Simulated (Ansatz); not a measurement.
## Cu: pressure and energy above lowest point against volume per atom

All results are calculated (Ansatz 0.2.0 development build). Equation of state of a cubic crystal from periodic Kohn-Sham density functional theory without spin; pressure corrected for the finite basis.

Cell of the first row (space group Fm-3m, No. 225):
```
cell vectors (Å)
   0.0000     1.7654     1.7654
   1.7654     0.0000     1.7654
   1.7654     1.7654     0.0000
atoms (fractions of the cell vectors)
Cu  0.00000  0.00000  0.00000
```

Settings of every row: formula Cu; structure type fcc; functional r2SCAN; spin treatment none; k mesh 16x16x16; occupation method fermi-dirac; occupation width 0.1 eV; wave cutoff 700 eV; datasets hand-made PAW; density cutoff ratio 4; xc grid level 2.

Limits: modest k-mesh, values are not fully converged in k; the SCF threshold is loose for a stress in some rows.

| row | volume per atom (Å³) | pressure (GPa) | energy above lowest point (meV/atom) |
| --- | --- | --- | --- |
| 1 | 11.004 | 6.991 | 8.97 |
| 2 | 11.363 | 1.199 | 0 |
| 3 | 11.722 | -3.601 | 2.84 |
| 4 | 12.08 | ? | ? |
| 5 | 12.439 | -10.863 | 36.24 |

Question: what pressure and energy above lowest point should row 4 give?

Worked fit of pressure. Take u = (V_r/V)^(2/3) − 1 with V_r = 11.543 Å³ an atom, which is twice the finite (Eulerian) strain; such expansions in the strain, on which the Birch-Murnaghan equation of state is built, carry the rest volume and the bulk modulus. The shown rows have u = 0.03239, 0.01053, -0.01021, -0.04862. Least squares give pressure = −1.3165 + 232.338 × u + 741.01 × u² GPa; a straight line predicts inner rows, each left out in turn, worse (root mean square 0.76 against 0.027 GPa). The rows lie off it by 0.005, -0.013, 0.010, -0.002 (root mean square 0.0086 GPa). The pressure vanishes at u = 0.0056, or V = 11.45 Å³ an atom, and there the bulk modulus at fixed shape and fractions is B = −V dP/dV = (2/3)(1 + u) dP/du = 161 GPa. The withheld row has u = -0.02986, so the fit gives −1.3165 + 232.338 × (-0.02986) + 741.01 × (-0.02986)² = -7.593 GPa.

The calculation gave -7.577 GPa. The fit lies 0.016 GPa (0.09 % of the column's range) below it; its largest miss of a shown row is 0.013 GPa.

Worked fit of energy above lowest point. Take u = (V_r/V)^(2/3) − 1 with V_r = 11.543 Å³ an atom, which is twice the finite (Eulerian) strain; such expansions in the strain, on which the Birch-Murnaghan equation of state is built, carry the rest volume and the bulk modulus. The shown rows have u = 0.03239, 0.01053, -0.01021, -0.04862. Least squares give energy above lowest point = 0.101 − 133.52 × u + 12547.1 × u² meV/atom; a straight line predicts inner rows, each left out in turn, worse (root mean square 13 against 0.17 meV/atom). The rows lie off it by 0.03, -0.09, 0.07, -0.01 (root mean square 0.059 meV/atom). Its lowest point lies at u = 0.0053, or V = 11.45 Å³ an atom, and the curvature there gives the bulk modulus at fixed shape and fractions, B = (4/9)(1 + u)² E″(u)/V = 158 GPa. The withheld row has u = -0.02986, so the fit gives 0.101 − 133.52 × (-0.02986) + 12547.1 × (-0.02986)² = 15.28 meV/atom.

The calculation gave 15.49 meV/atom. The fit lies 0.21 meV/atom (1.4 % of the value, 0.58 % of the column's range) below it; its largest miss of a shown row is 0.09 meV/atom.
